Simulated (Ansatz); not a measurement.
# Ru: the change of energy above lowest point with volume scale

All results are calculated (Ansatz 0.2.0). Free energy against uniform scaling of the volume at fixed shape and fractions; periodic cell, basis, potentials, k mesh and filling as listed.

The cell before it is scaled or strained (space group P6_3/mmc, No. 194):
```
cell vectors (Å)
   2.7148     0.0000     0.0000
  -1.3574     2.3511     0.0000
   0.0000     0.0000     4.2961
atoms (fractions of the cell vectors)
Ru  0.33333  0.66667  0.25000
Ru  0.66667  0.33333  0.75000
```

Settings of every row: functional PBE; dispersion D3(BJ); potentials PAW; wave cutoff 380 eV; density cutoff 1520 eV; k mesh 12x12x7; k shift 0x0x0; occupations fermi dirac; smearing width 0.1 eV; spin none.

Limits: coarse k mesh, up to 40 meV an atom off; cutoff under the advised one.

```
row  volume scale  V (Å³/atom)  energy above lowest point (meV/atom)
  1        0.9406       12.896                                  23.9
  2        0.9703       13.303                                     0
  3             1       13.711                                   3.5
  4        1.0297       14.118                                     ?
  5        1.0594       14.525                                  75.5
```

Question: what energy above lowest point should row 4 give?

Worked fit of energy above lowest point. Take u = (V_r/V)^(2/3) − 1 with V_r = 13.507 Å³ an atom, which is twice the finite (Eulerian) strain; such expansions in the strain, on which the Birch-Murnaghan equation of state is built, carry the rest volume and the bulk modulus. The shown rows have u = 0.03134, 0.0102, -0.00994, -0.04729. Least squares give energy above lowest point = −1.34 − 164.8 × u + 30888 × u² meV/atom; a straight line predicts inner rows, each left out in turn, worse (root mean square 30 against 0.39 meV/atom). The rows lie off it by 0.1, -0.2, 0.2, 0.0. Its lowest point lies at u = 0.0027, or V = 13.45 Å³ an atom, and the curvature there gives the bulk modulus at fixed shape and fractions, B = (4/9)(1 + u)² E″(u)/V = 329 GPa. Letting shape and atoms relax would as a rule lower it, by much in layered, chain or molecular crystals. The withheld row has u = -0.02906, so the fit gives −1.34 − 164.8 × (-0.02906) + 30888 × (-0.02906)² = 29.5 meV/atom.

The calculation gave 29.9 meV/atom. The fit lies 0.4 meV/atom (1.3 % of the value, 0.53 % of the column's range) below it; its largest miss of a shown row is 0.2 meV/atom.
